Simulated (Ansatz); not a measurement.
Sr: the change of pressure and energy less free atoms with volume per atom

Periodic Kohn-Sham DFT of a crystal at fixed atoms; pressure and stress are positive in compression; the energy is the free energy less that of spherical unpolarised free atoms; site moments are those in the method's own spheres, positive along +z. The results are calculated, by Ansatz 0.2.0.

Cell of the first row (space group Fm-3m, No. 225):
```
CELL_PARAMETERS angstrom
0.00000 2.98020 2.98020
2.98020 0.00000 2.98020
2.98020 2.98020 0.00000
ATOMIC_POSITIONS crystal
Sr 0.00000 0.00000 0.00000
```

Settings of every row: method all-electron LAPW; functional LDA; relativity scalar; k mesh 10x10x10; filling fermi-dirac; smearing width 0.08 eV; basis error target 0.5 meV/atom; nucleus gaussian.

Atom start moment: 0 on all atoms.

| row | volume per atom (Å³) | pressure (GPa) | energy less free atoms (eV/atom) |
| --- | --- | --- | --- |
| 1 | 52.94 | -0.992 | -1.8836 |
| 2 | 54.067 | -1.198 | -1.8759 |
| 3 | 55.193 | -1.385 | -1.8668 |
| 4 | 55.756 | -1.472 | -1.8618 |
| 5 | 56.319 | -1.554 | -1.8564 |
| 6 | 56.883 | -1.633 | -1.8508 |
| 7 | 57.446 | -1.707 | -1.845 |
| 8 | 58.572 | -1.846 | -1.8325 |
| 9 | 59.698 | ? | ? |

Question: what pressure and energy less free atoms should row 9 give?

Worked fit of pressure. Take u = (V_r/V)^(2/3) − 1 with V_r = 56.038 Å³ an atom, which is twice the finite (Eulerian) strain; such expansions in the strain, on which the Birch-Murnaghan equation of state is built, carry the rest volume and the bulk modulus. The shown rows have u = 0.03864, 0.02416, 0.01018, 0.00337, -0.00333, -0.00993, -0.01641, -0.02905. Least squares give pressure = −1.5135 + 12.321 × u + 30.41 × u² GPa; a straight line predicts inner rows, each left out in turn, worse (root mean square 0.011 against 0.00036 GPa). All shown rows lie on it to the printed digit. The withheld row has u = -0.0413, so the fit gives −1.5135 + 12.321 × (-0.0413) + 30.41 × (-0.0413)² = -1.970 GPa.

The calculation gave -1.972 GPa. The fit lies 0.002 GPa (0.2 % of the column's range) above it; its largest miss of a shown row is 0.000 GPa. This row lies beyond the range of the fit.

Worked fit of energy less free atoms. Take u = (V_r/V)^(2/3) − 1 with V_r = 56.038 Å³ an atom, which is twice the finite (Eulerian) strain; such expansions in the strain, on which the Birch-Murnaghan equation of state is built, carry the rest volume and the bulk modulus. The shown rows have u = 0.03864, 0.02416, 0.01018, 0.00337, -0.00333, -0.00993, -0.01641, -0.02905. Least squares give energy less free atoms = −1.85914 − 0.795 × u + 4.188 × u² eV/atom; a straight line predicts inner rows, each left out in turn, worse (root mean square 0.0014 against 3.8e-05 eV/atom). All shown rows lie on it to the printed digit. The withheld row has u = -0.0413, so the fit gives −1.85914 − 0.795 × (-0.0413) + 4.188 × (-0.0413)² = -1.8192 eV/atom.

The calculation gave -1.819 eV/atom. The fit lies 0.0002 eV/atom (0.31 % of the column's range) below it; its largest miss of a shown row is 0.0000 eV/atom. This row lies beyond the range of the fit.
